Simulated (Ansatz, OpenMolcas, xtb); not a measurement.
A ladder of methods for Si2H2OF2 (SMILES F[Si]1(F)O[SiH2]1)

Si2H2OF2: 7 atoms, total charge 0, spin state singlet. SMILES: `F[Si]1(F)O[SiH2]1`. The shape is that of a PBE0-D4/def2-TZVP optimisation.

```
atom    x (Å)    y (Å)    z (Å)
   F   0.4242  -1.6121   1.6938
  Si   0.0379  -1.0260   0.2801
   F  -0.1942  -2.2880  -0.6391
   O   1.1035   0.0779  -0.3221
  Si  -0.3048   1.0586  -0.2328
   H  -0.2023   2.1888   0.7200
   H  -0.8028   1.5328  -1.5455
```

Each level gives the vertical ionisation energy (to the doublet cation) (eV). The values are calculated.

```json
{"level": "GFN1-xTB", "kind": "semi-empirical", "program": "xtb", "value (eV)": "13.84", "less CCSD(T)/def2-SVP": "+4.03"}
{"level": "HF/def2-SVP", "kind": "Hartree–Fock", "program": "Ansatz", "value (eV)": "9.40", "less CCSD(T)/def2-SVP": "-0.41"}
{"level": "PBE/def2-SVP", "kind": "GGA", "program": "Ansatz", "value (eV)": "9.68", "less CCSD(T)/def2-SVP": "-0.13"}
{"level": "revPBE/def2-SVP", "kind": "GGA", "program": "OpenMolcas", "value (eV)": "9.62", "less CCSD(T)/def2-SVP": "-0.19"}
{"level": "r2SCAN/def2-SVP", "kind": "meta-GGA", "program": "Ansatz", "value (eV)": "9.83", "less CCSD(T)/def2-SVP": "+0.02"}
{"level": "M06-2X/def2-SVP", "kind": "hybrid meta-GGA", "program": "OpenMolcas", "value (eV)": "10.07", "less CCSD(T)/def2-SVP": "+0.26"}
{"level": "CAM-B3LYP/def2-SVP", "kind": "range-separated hybrid", "program": "Ansatz", "value (eV)": "9.99", "less CCSD(T)/def2-SVP": "+0.18"}
{"level": "B2PLYP/def2-SVP", "kind": "double hybrid", "program": "Ansatz", "value (eV)": "9.85", "less CCSD(T)/def2-SVP": "+0.04"}
{"level": "RPA@PBE0/def2-SVP", "kind": "RPA", "program": "Ansatz", "value (eV)": "9.81", "less CCSD(T)/def2-SVP": "0.00"}
{"level": "CCSD(T)/def2-SVP", "kind": "coupled cluster or CI", "program": "Ansatz", "value (eV)": "9.81", "less CCSD(T)/def2-SVP": "0.00"}
```

CCSD(T)/def2-SVP is the highest level here, not the true value. The values span 9.40 to 13.84 eV. The xTB values lack the empirical shift that such differences need. The second state's dipole differs much between rows, so they may not all be the same state.

Apart from GFN1-xTB, whose offset says nothing about the bonding, the methods place the vertical ionisation energy between 9.40 and 10.07 eV. The electron probably leaves an orbital with much Si–Si σ character. This bond is strained in the three-membered ring and lies above the more tightly held oxygen and fluorine lone pairs, although no orbital or spin density is given to confirm it.

Hartree–Fock gives the lowest value, as expected when ionisation breaks up an electron pair: the neutral molecule loses correlation energy that the mean-field difference omits. The density functionals fall on both sides of the coupled-cluster result, and their order can't be put down to exact exchange alone, since Hartree–Fock has the most of it and lies lowest. The match between RPA and CCSD(T) may owe something to cancelling errors, and one molecule doesn't establish a general ranking. Nor do these vertical energies show whether the ring survives once the cation relaxes.
